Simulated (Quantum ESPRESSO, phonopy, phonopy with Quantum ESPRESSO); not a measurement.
# Highest zone-centre mode of wurtzite SiC against volume in LDA and PBE, and its Grüneisen parameter

I calculate the highest optical mode at the zone centre of wurtzite SiC, without the macroscopic field, at fixed volumes from 3 % compression to 6 % expansion. Each volume is counted from the static volume V0 of its own level, LDA or PBE. The question is how fast the mode falls as the crystal expands, and whether the two functionals give the same Grüneisen parameter γ = −d ln ω / d ln V. Such parameters govern thermal expansion, and they enter estimates of how heat and strain shift the lattice vibrations in SiC power devices. This particular mode is silent in infrared and first-order Raman spectra, so a calculation supplies what those spectra do not show directly.

## Method

One crystal, SiC (wurtzite), taken from a measured cell of the Crystallography Open Database (known phase), directly or through a relaxation at another level, and relaxed at each level to its static volume V0; then scaled volumes, with shape and atoms relaxed at fixed volume where symmetry leaves them free. Quantum ESPRESSO 7.5 rows: plane waves at 45 Ry, no spin, finite atomic displacements in 2×2×2 supercells with phonopy 4.10.

- volume (Å³): volume per atom.
- lowest Γ mode (cm⁻¹): lowest optical mode at the zone centre, without the macroscopic field; negative means imaginary.
- pressure (GPa): static pressure at that volume, compression positive.
- lowest on path (cm⁻¹): lowest frequency along the high-symmetry path, interpolated; zero means stable, negative imaginary.
- highest Γ mode (cm⁻¹): highest optical mode at the zone centre, without the macroscopic field (no LO-TO term).

## Results

```
member        level of theory               volume (Å³)  lowest Γ mode (cm⁻¹)  pressure (GPa)  lowest on path (cm⁻¹)  highest Γ mode (cm⁻¹)
V/V0 = 0.97   LDA, GBRV (Quantum ESPRESSO)  9.836        256.3                 7.41            −1.4                   871.9
V/V0 = 0.985  LDA, GBRV (Quantum ESPRESSO)  9.988        ?                     ?               −1.4                   ?
V/V0 = 1      LDA, GBRV (Quantum ESPRESSO)  10.140       257.7                 −0.01           −1.4                   841.6
V/V0 = 1.015  LDA, GBRV (Quantum ESPRESSO)  10.292       258.2                 −3.34           −1.4                   827.3
V/V0 = 1.03   LDA, GBRV (Quantum ESPRESSO)  10.444       258.5                 −6.43           −1.4                   813.5
V/V0 = 1.045  LDA, GBRV (Quantum ESPRESSO)  10.596       258.8                 −9.31           −1.4                   800.2
V/V0 = 1.06   LDA, GBRV (Quantum ESPRESSO)  10.748       259.0                 −11.98          −1.4                   787.4
V/V0 = 0.97   PBE, GBRV (Quantum ESPRESSO)  10.176       255.6                 6.91            −1.5                   846.5
V/V0 = 0.985  PBE, GBRV (Quantum ESPRESSO)  10.334       256.2                 3.33            −1.5                   831.6
V/V0 = 1      PBE, GBRV (Quantum ESPRESSO)  10.491       256.6                 0.01            −1.5                   817.0
V/V0 = 1.015  PBE, GBRV (Quantum ESPRESSO)  10.649       256.9                 −3.08           −1.5                   803.2
V/V0 = 1.03   PBE, GBRV (Quantum ESPRESSO)  10.806       257.2                 −5.95           −1.5                   789.8
V/V0 = 1.045  PBE, GBRV (Quantum ESPRESSO)  10.963       257.3                 −8.61           −1.5                   777.0
V/V0 = 1.06   PBE, GBRV (Quantum ESPRESSO)  11.121       257.4                 −11.08          −1.5                   764.6
```

Cells marked ? are withheld until the estimate has been made.

Least-squares fits to the members shown, with x = volume (Å³); R² in the fitted variables, residuals in the unit of y:

```
y                      level of theory               members  fit                            R²    rms residual  leave-one-out rms  standard deviation of y
highest Γ mode (cm⁻¹)  LDA, GBRV (Quantum ESPRESSO)  6        ln y = 9.39893 − 1.14979 ln x  1.00  0.14          0.30               30
highest Γ mode (cm⁻¹)  PBE, GBRV (Quantum ESPRESSO)  7        ln y = 9.40163 − 1.14686 ln x  1.00  0.17          0.27               29
```

## Why the values move as they do

The mode falls at every step of expansion shown, and the two levels agree on the rate. The fitted slopes of ln ω against ln V give γ = 1.15 for both LDA and PBE. The slightly negative values for the lowest frequency on the path are no sign of an unstable crystal: at both levels the mesh of wave vectors shows no imaginary modes.

A single power law is very good but not exact. In LDA the compressed end gives ln(871.9 / 841.6) / ln(10.140 / 9.836) = 1.16, and the expanded end gives ln(813.5 / 787.4) / ln(10.748 / 10.444) = 1.14. PBE drifts the same way, so γ decreases slightly on expansion, and this drift is larger than the difference between the two fitted values.

The mode is mainly a stretching of Si–C bonds, with ω ∝ √(k/μ), where μ is the effective mass of the moving atoms. The masses are fixed, so the fall must come from the force constant k. If all bonds scale as V^(1/3), k varies as bond length to the power −6γ, and 6 × 1.15 = 6.9: a bond 1 % longer is about 7 % softer. The lowest optical mode behaves differently, rising in LDA from 256.3 to 259.0 cm⁻¹ over the whole range. It is a shear-like motion that mostly bends bonds, and a weak softening of such modes under compression is familiar in tetrahedral semiconductors.

Agreement on γ is not agreement on frequency. At their own V0, LDA lies 841.6 − 817.0 = 24.6 cm⁻¹ above PBE. Carrying the LDA value to the PBE volume gives 841.6 × (10.140 / 10.491)^1.15 = 809 cm⁻¹, which is about 8 cm⁻¹ below PBE. LDA therefore has the higher frequency at V0 because its cell is smaller; at equal volume its bonds are slightly softer.

## A prediction

Plain estimates from the members shown:

- V/V0 = 0.985 (LDA, GBRV (Quantum ESPRESSO)), fit at x = 9.988: 856.5 cm⁻¹
- V/V0 = 0.985 (LDA, GBRV (Quantum ESPRESSO)), geometric interpolation between V/V0 = 0.97 and V/V0 = 1: w = (9.988 − 9.836) / (10.140 − 9.836) = 0.500, so 871.9 × (841.6 / 871.9)^0.500 = 856.6 cm⁻¹
- V/V0 = 0.985 (LDA, GBRV (Quantum ESPRESSO)), from its own PBE, GBRV (Quantum ESPRESSO) value plus the mean shift LDA, GBRV (Quantum ESPRESSO) − PBE, GBRV (Quantum ESPRESSO) over the other 6 members (+24.0, standard deviation 0.87): 831.6 + 24.0 = 855.6 cm⁻¹

The missing LDA member lies midway between two calculated volumes, so I choose the geometric interpolation, which gives 856.6 cm⁻¹.

This route has a small known bias. It takes ln ω as linear in V, whereas a constant γ makes it linear in ln V, which is a convex curve in V. With a step of ΔV/V = 1 − 0.985 = 0.015, the chord therefore lies too high at the midpoint, by about ω γ (ΔV/V)² / 2 = 857 × 1.15 × 0.015² / 2 = 0.1 cm⁻¹. I subtract this and obtain 856.6 − 0.1 = 856.5 cm⁻¹.

I tried the uncorrected interpolation on the eight shown members that have a neighbour one step away on each side, five in PBE and three in LDA. It misses by 0.0 to 0.3 cm⁻¹, never on the low side, with a mean of 0.1, as the formula predicts. The scatter about that mean is just under 0.1 cm⁻¹, and I take 0.1 as the error.

The estimate from the PBE value, 855.6 cm⁻¹, is too low because it uses a mean shift. The LDA − PBE difference grows steadily on compression, from 787.4 − 764.6 = 22.8 at V/V0 = 1.06 to 871.9 − 846.5 = 25.4 at 0.97. Taking the midpoint of the two adjacent differences, (25.4 + 24.6) / 2 = 25.0, gives 831.6 + 25.0 = 856.6 cm⁻¹, in line with the chosen route.

**Committed estimate, V/V0 = 0.985 (LDA, GBRV (Quantum ESPRESSO)): highest Γ mode = 856.5 ± 0.1 cm⁻¹.**

## The withheld result

```
member        level of theory               volume (Å³)  lowest Γ mode (cm⁻¹)  pressure (GPa)  lowest on path (cm⁻¹)  highest Γ mode (cm⁻¹)
V/V0 = 0.985  LDA, GBRV (Quantum ESPRESSO)  9.988        257.1                 3.56            −1.4                   856.4
```

```
member                                       estimate                                 highest Γ mode (cm⁻¹)  computed  estimate − computed  miss in error bars
V/V0 = 0.985 (LDA, GBRV (Quantum ESPRESSO))  committed                                856.5                  856.4     +0.1                 1.0
V/V0 = 0.985 (LDA, GBRV (Quantum ESPRESSO))  fit                                      856.5                  856.4     +0.1
V/V0 = 0.985 (LDA, GBRV (Quantum ESPRESSO))  interpolation                            856.6                  856.4     +0.2
V/V0 = 0.985 (LDA, GBRV (Quantum ESPRESSO))  shift from PBE, GBRV (Quantum ESPRESSO)  855.6                  856.4     −0.8
```

The computed value is 856.4 cm⁻¹, so my 856.5 ± 0.1 is too high by 0.1, right at the edge of its error bar. My estimate equals that of the power-law fit and is slightly better than the uncorrected interpolation, which misses by 0.2. The small curvature correction had the right sign, though at this size the rounding of the frequencies matters as much.

The estimate from PBE with a mean shift did worst, at 0.8 cm⁻¹ too low. The reason I gave for distrusting it is borne out: the actual LDA − PBE difference at this member is 856.4 − 831.6 = 24.8 cm⁻¹, between the 24.6 at V/V0 = 1 and the 25.4 at 0.97, and above the mean shift of 24.0.

The result fits a bond force constant that stiffens smoothly under compression. It is a weak test of that picture, because any smooth curve through the neighbouring volumes would have given nearly the same number.

## Where the trend breaks

Least-squares fits to the whole series, with x = volume (Å³); R² in the fitted variables, residuals in the unit of y:

```
y                      level of theory               members  fit                            R²    rms residual  leave-one-out rms  standard deviation of y
highest Γ mode (cm⁻¹)  LDA, GBRV (Quantum ESPRESSO)  7        ln y = 9.3980 − 1.1494 ln x    1.00  0.14          0.23               30
highest Γ mode (cm⁻¹)  PBE, GBRV (Quantum ESPRESSO)  7        ln y = 9.40163 − 1.14686 ln x  1.00  0.17          0.27               29
```

Largest departures from the fit to the whole series:

```
member       level of theory               highest Γ mode (cm⁻¹)  fit    computed − fit  computed / fit  in rms residuals (of ln y)
V/V0 = 0.97  LDA, GBRV (Quantum ESPRESSO)  871.9                  871.7  +0.2            1.00            1.6
V/V0 = 1.06  PBE, GBRV (Quantum ESPRESSO)  764.6                  764.4  +0.2            1.00            1.5
V/V0 = 1.06  LDA, GBRV (Quantum ESPRESSO)  787.4                  787.2  +0.2            1.00            1.5
V/V0 = 1     PBE, GBRV (Quantum ESPRESSO)  817.0                  817.2  −0.2            1.00            1.3
```

No volume stands out: the largest departures from the two power laws are 0.2 cm⁻¹, against a fall of more than 80 cm⁻¹ along each series. Their signs do form a pattern, with the LDA values at both ends above the fit and the PBE value at V0 below it, as expected if γ decreases slightly on expansion.

## Conclusions and limits

From 3 % compression to 6 % expansion about each level's own V0, LDA and PBE agree on γ = 1.15 for this mode. Within that range a new volume can be estimated to a few tenths of a cm⁻¹ from its neighbours or from the fit.

Under pressure the agreement is less close. Between V/V0 = 1 and 0.985 the mode rises by (856.4 − 841.6) / (3.56 + 0.01) = 4.1 cm⁻¹ per GPa in LDA and by (831.6 − 817.0) / (3.33 − 0.01) = 4.4 in PBE. The PBE crystal is more compressible, so the same γ gives a larger shift per GPa.

The omitted effect that exceeds the spread of the table is the macroscopic field. It would lift the polar longitudinal modes by roughly a hundred cm⁻¹ or more, placing one of them above the silent B1 mode, which carries no dipole and stays where it is. The γ found here should therefore not be assigned to the longitudinal line seen in Raman spectra.

[Logs are printed without paths, hosts, clocks, repeated set-up lines and the standing remarks that a program may print on its own settings, such as how far it seeks lower states.]

[On method and selection: Runs that did not converge, have known faults or may not be shown are not listed, and runs on Ansatz's PAW sets soft_1 and soft_2 are kept to separate tables.]
